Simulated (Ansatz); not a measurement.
All numbers below come from DFT PBE, scalar-relativistic, plane waves, PAW (Ansatz 0.2.0). All cells share a 420 eV cutoff and Γ-centred k meshes spaced at most about 0.3 Å⁻¹ (about 0.25 or finer for metals, 2π included). No spin polarisation in the final relaxations.

Temperature and zero-point effects are left out.

Two relaxed structures of Ti3Al4Ni:

A.

Space group P4/mmm (No. 123). a = 2.836 Å, b = 2.836 Å, c = 15.101 Å, α = 90.00°, β = 90.00°, γ = 90.00°
```csv
atom,site,symmetry,x,y,z
Ti,2g,4mm,0.0000,0.0000,0.7692
Ti,1b,4/mmm,0.0000,0.0000,0.5000
Al,2h,4mm,0.5000,0.5000,0.9016
Al,2h,4mm,0.5000,0.5000,0.3653
Ni,1a,4/mmm,0.0000,0.0000,0.0000
```

B.

Space group P4/mmm (No. 123). a = 6.276 Å, b = 6.276 Å, c = 3.092 Å, α = 90.00°, β = 90.00°, γ = 90.00°
```tsv
atom	site	symmetry	x	y	z
Ti	2e	mmm.	0.5000	0.0000	0.5000
Ti	1d	4/mmm	0.5000	0.5000	0.5000
Al	4j	m.2m	0.2235	0.7765	0.0000
Ni	1b	4/mmm	0.0000	0.0000	0.5000
```

Question: Which form is favoured at zero pressure, and by what margin per atom?

Answer: A is lower, by 59 meV/atom. A has space group P4/mmm (No. 123), 15.2 Å³/atom and no gap on its mesh; B has space group P4/mmm (No. 123), 15.2 Å³/atom and no gap. Counting all near atoms (those within 1.25 times the shortest distance at each site; a plus sign parts nearer from farther groups; a slash parts the counts of unlike sites), A has Ti 12/12+1, Al 12/4+9, Ni 8+4 and B has Ti 14/8+6, Al 12, Ni 8+6. In A, around Ti on a site of symmetry 4mm lie 8 Al at 2.83–2.86 Å and 4 Ti at 2.84 Å; around Al on its first site lie 4 Ni at 2.50 Å, 4 Ti at 2.83 Å and 5 Al at 2.84–2.97 Å; Ni is surrounded by 8 Al at 2.50 Å and 4 Ni at 2.84 Å; 2 more sites not described. In B, Ti on a site of symmetry mmm is surrounded by 8 Al at 2.71 Å, 4 Ti at 3.09–3.14 Å and 2 Ni at 3.14 Å; Al is surrounded by 2 Ni at 2.51 Å, 4 Ti at 2.71 Å, 2 Al at 2.81 Å, 2 Ti at 2.90 Å and 2 Al at 3.09 Å; Ni has 8 Al at 2.51 Å, 2 Ni at 3.09 Å and 4 Ti at 3.14 Å; 1 more site not described. Both come from invented guesses.

Trial moments died out on the coarse mesh in P4/mmm; another magnetic start might hold. Cells relaxed within their symmetry can be saddle points.

Structure A is favoured over B by 59 meV/atom, although both occupy 15.2 Å³/atom, so overall packing density doesn't explain the preference. Nor does the nearest Ni–Al contact: Ni has eight Al neighbours at 2.50 Å in A and 2.51 Å in B, consistent with strong Ni d–Al sp bonding in both.

The clearer difference lies around Ti. A is effectively an intergrowth of B2-like NiAl and L1₀-like TiAl slabs, giving each element surroundings close to those in its own binary aluminide. B instead places Ti and Ni together on one sublattice of a B2-derived framework. Al shifts towards the smaller Ni, leaving unequal Ti–Al contacts of 2.71 and 2.90 Å. The energy gain in A therefore probably comes from relieving this size mismatch and restoring the close-packed surroundings that Ti prefers in TiAl.

Because A already resembles alternating slabs of the two binaries, its advantage over B doesn't show that it would resist separation into TiAl and NiAl.
